A molecule of hydrogen fluoride approaches carbon disulphide from the side, with its hydrogen pointing at one of the sulphur atoms. The hydrogen–sulphur distance $R$ is changed while both molecules keep their shapes. The interaction energy is the energy of the pair less that of the two separate molecules in these same shapes, so a negative value means attraction. The task is to find a rule that gives this energy with pencil and paper.

Counterpoise-corrected interaction energies of carbon disulphide and hydrogen fluoride from PySCF 2.14.0, frozen core, gas phase, on a rigid path from a PBE0-D3(BJ)/def2-TZVPD geometry. The large basis is aug-cc-pVQZ. The limit estimate adds CCSD(T) less MP2 in aug-cc-pVDZ to MP2 extrapolated from aug-cc-pVTZ and aug-cc-pVQZ by the inverse-cube rule.

| contact distance (Å) | ccsd t limit estimate (kcal/mol) | mp2 large basis (kcal/mol) | hartree fock large basis (kcal/mol) |
| --- | --- | --- | --- |
| 2.161 | -1.160 | -1.220 | 1.530 |
| 2.281 | -1.750 | -1.780 | 0.410 |
| 2.401 | -1.980 | -1.990 | -0.240 |
| 2.521 | -1.990 | -2.000 | -0.590 |
| 2.641 | -1.890 | -1.890 | -0.760 |
| 3.001 | -1.360 | -1.350 | -0.760 |
| 3.601 | -0.660 | -0.660 | -0.440 |
| 4.802 | -0.180 | -0.180 | -0.140 |

The column "ccsd t limit estimate" is the best value at each distance and is called the computed energy below. "Hartree fock large basis" treats each electron in the average field of the others, and "mp2 large basis" adds electron correlation in its simplest form. The best value joins MP2, extrapolated to a complete basis, with the correction from MP2 to the more complete CCSD(T), taken in the small basis. All columns of energies hold ground-state interaction energies.

**(a) Why is the well steep on the inside and gentle on the outside, and what simple formula has this shape?**

*Solution.* Two tendencies compete. When the electron clouds overlap, the Pauli principle keeps electrons of like spin apart and the energy rises. Against this work the attraction between the charge distributions, the response of each cloud to the other molecule, and electron correlation. Repulsion needs overlap, and overlap dies away quickly because electron densities have exponential tails. Attraction reaches further.

A division of the MP2 energy, taken without counterpoise correction, into such parts shows the difference. Between 2.161 and 3.001 Å the Pauli repulsion falls by a factor of about 16, whereas the summed attraction falls by only about 5.5. On the way in, repulsion therefore catches up with attraction and builds a steep wall. On the way out, it drops away first and leaves a long attractive slope.

The simplest formula with this behaviour uses a single quantity $x$ that shrinks exponentially with distance. Let attraction be proportional to $x$ and repulsion to $x^2$, so that repulsion fades twice as fast on a logarithmic scale:

$$E = A x^2 - B x .$$

Now choose the scale of $x$ so that $x=1$ at the bottom of the well. The slope $2Ax-B$ must vanish there, which requires $B=2A$, and the energy at the bottom is then $-A$. Calling the depth $D$ gives

$$E = D\,(x^2-2x), \qquad x = 2^{-(R-R_0)/h} .$$

Here $R_0$ is the distance at the bottom, and $h$ is the stretch over which $x$ halves. This is the Morse curve, written with powers of two because halving is easy by hand.

The two terms should not be taken for the physical repulsion and attraction. Much of each large part cancels in the sum, and the formula describes only the shape that remains. Once the constants are known, part (b) can show how far the terms differ from the physical parts.

**(b) Find the three constants, then estimate the energy at 2.161 and at 3.601 Å.**

*Solution.* The depth can be read from the table as $D=2.0$ kcal/mol. The energies at 2.401 and 2.521 Å are nearly equal, so the bottom lies between them. The value $R_0=2.47$ Å, slightly outside the middle, is chosen because it also follows the inner wall well.

One point on the outer slope supplies the width. At 3.001 Å the computed energy is $-1.36$ kcal/mol, or $-0.68$ of the depth. Since $x^2-2x=(x-1)^2-1$, this gives $x=1-\sqrt{0.32}=0.43$, which is about 1.2 halvings. The distance from the bottom is 0.53 Å, so $h=0.53/1.2=0.44$ Å.

First take 2.161 Å, on the wall. This point lies 0.309 Å inside the bottom, which is $0.309/0.44=0.702$ of a halving length. Going inwards $x$ grows, so $x=2^{0.702}=1.627$. Then

$$E = 2.0\,(1.627^2-2\times1.627) = 2.0\,(2.65-3.25) \approx -1.2\ \text{kcal/mol}.$$

The computed energy is $-1.16$ kcal/mol. The sum is close, but its terms are not the physical parts: the repulsive term is $2.0\times2.65=5.3$ kcal/mol, while the Pauli repulsion in the energy division of part (a) is 9.7 kcal/mol at this distance.

Now take 3.601 Å, on the outer slope. This point lies 1.131 Å outside the bottom, or 2.57 halvings, so $x=2^{-2.57}=0.17$. Then

$$E = 2.0\,(0.17^2-2\times0.17) = 2.0\,(0.03-0.34) \approx -0.62\ \text{kcal/mol}.$$

The computed energy is $-0.66$ kcal/mol. Here the squared term hardly matters, and the estimate is close to $-2Dx$: each further 0.44 Å roughly halves the predicted binding.

The constants were set by hand to follow this very curve, so the agreement shows that three numbers can summarise it, not that they could have been foreseen. A least-squares fit of the same form to all eight rows gives nearly the same depth and bottom, with a halving length of 0.45 Å. When each row in turn is left out and predicted from the other seven, the typical error is 0.05 kcal/mol. Another pair of molecules would need its own three constants.

**(c) How accurate is the rule over the whole table, and where should one stop using it?**

*Solution.* From 2.161 to 3.601 Å the rule stays within about 0.05 kcal/mol of the computed energy. That is a small fraction of the well depth, and the best agreement lies around the bottom and on the slope just outside it. At 4.802 Å the rule gives $-0.10$ kcal/mol against a computed $-0.18$. The absolute error is still small, but almost half of the binding has been lost.

The Hartree-Fock column helps to explain this failure. At 2.521 Å Hartree-Fock supplies only 30% of the computed binding, but at 4.802 Å it supplies 78%. At that distance its value of $-0.14$ kcal/mol already exceeds the whole estimate of the rule. What the rule loses there must therefore include some of the attraction that exists without electron correlation.

Theory supplies the reason. Once the clouds no longer overlap, the dipole of hydrogen fluoride still acts on the uneven charge distribution of carbon disulphide and polarises it. These effects weaken as powers of the distance, and a power law always outlasts an exponential in the end. Between the last two rows the computed energy falls by a factor of 3.7, while the rule makes it fall more than sixfold. Beyond about 3.6 Å the rule should not be used. A sum of inverse powers is expected to take over there, but the table has too few distant rows to fix its constants.

Dispersion, the attraction between correlated fluctuations of the two clouds, also follows a power law at long range, and Hartree-Fock lacks it. The difference between the computed energy and Hartree-Fock is 1.40 kcal/mol at 2.521 Å, more than two thirds of the binding there. This difference is not dispersion alone, because correlation also changes the charge distributions and their response. Near the bottom, however, a Hartree-Fock curve would be a poor source for the depth $D$.

MP2 would serve much better, since it stays within 0.06 kcal/mol of the computed energy in every row. Part of this closeness is a cancellation. At 2.161 Å MP2 extrapolated to a complete basis would give $-1.35$ kcal/mol, and the CCSD(T) correction of $+0.19$ brings it back to $-1.16$. The computed energy itself assumes that this correction, obtained in a small basis, also holds in a large one.

On the wall the weak point is the position of the bottom. Moving $R_0$ outwards by only 0.03 Å changes the estimate at 2.161 Å by 0.21 kcal/mol, nearly a fifth of the computed binding there. Inside that distance the rule is an untested extrapolation, and the steeper the wall becomes, the more an error in $R_0$ or $h$ matters.

The familiar 12-6 formula is no substitute on this wall. With the same depth and bottom, and with $R$ as its distance, it gives a repulsion of 1.0 kcal/mol at 2.161 Å, where the pair is in fact bound. With both exponents fixed, this single term is too stiff here, whereas the halving rule takes its width from the curve itself. The test does not apply to force fields, which sum such terms over pairs of atoms and usually add charges.

Finally, the depth $D$ is not the energy needed to separate the real complex. The molecules are slightly deformed in the pair, which costs about 0.1 kcal/mol at the geometry from which the path starts, and zero-point vibration is left out. The starting geometry comes from a short search, so a more strongly bound arrangement of the pair is not ruled out. The rule estimates the interaction of two rigid molecules along one line of approach.
